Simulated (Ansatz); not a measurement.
# Abstraction of Cl: C2H3ClO + C2H5ClIn → C2H3O + C2H5Cl2In

Species: C2H3ClO (acetyl chloride) `CC(=O)Cl`, singlet; C2H5ClIn `C[CH2][In][Cl]`, doublet; C2H3O (acetyl radical) `C[C]=O`, doublet; C2H5Cl2In `C[CH2][In]([Cl])[Cl]`, singlet. A radical takes Cl: the energy is the difference in strength between the C–Cl bond broken and the In–Cl bond made.

Shapes, held fixed at every level: PBE0-D4/def2-TZVP. Flexible molecules stand in one conformer, not always the lowest. Programs: Ansatz 0.2.0. Electronic energies: no zero-point or thermal term.

| level | kind | ΔE (kJ/mol) | less CCSD(T)/def2-TZVPP |
| --- | --- | --- | --- |
| MP2/def2-TZVPP | perturbation theory | -30.0 | +0.9 |
| HF/def2-TZVPP | Hartree–Fock | -61.1 | -30.2 |
| r2SCAN-D4/def2-TZVPP | meta-GGA | -11.8 | +19.1 |
| B3LYP-D4/def2-TZVPP | global hybrid | -9.7 | +21.2 |
| wB97X-V/def2-TZVPP | range-separated hybrid | -36.3 | -5.4 |
| B2PLYP/def2-TZVPP | double hybrid | -22.8 | +8.1 |
| CCSD/def2-TZVPP | coupled cluster or CI | -35.2 | -4.3 |
| CCSD(T)/def2-TZVPP | coupled cluster or CI | -30.9 | 0.0 |

The highest level, CCSD(T)/def2-TZVPP, gives ΔE = -30.9 kJ/mol; the levels span -61.1 to -9.7. The column of differences is taken from that level and isn't an error. No measured value is set beside it here. Spin contamination: C2H5ClIn (⟨S²⟩ up to 0.80). Open shells run unrestricted. For atoms past krypton def2 sets carry core potentials with scalar relativity. Outer-core shells of In are correlated in most correlated rows, in sets that cover them unevenly.

Chlorine transfer from acetyl chloride to the indium radical is downhill at every level, by -30.9 kJ/mol with CCSD(T), so the In–Cl bond formed is stronger than the acyl C–Cl bond broken. The driving force is largely the polarity of the new bond: indium is far more electropositive than carbon, and the step takes an open-shell In(II) centre to closed-shell In(III). Delocalisation of the unpaired electron onto oxygen in the acetyl radical probably helps, though it is offset by the loss of chlorine lone-pair donation into the carbonyl group.

Hartree–Fock exaggerates the exothermicity, probably because the more covalent C–Cl bond owes more of its strength to correlation than the polar In–Cl bond does. The sign is therefore secure across these methods, but the size is not: r2SCAN-D4 and B3LYP-D4 recover well under half of the CCSD(T) driving force, while wB97X-V lies slightly beyond it. A favourable reaction energy doesn't establish fast abstraction, which depends on the barrier.
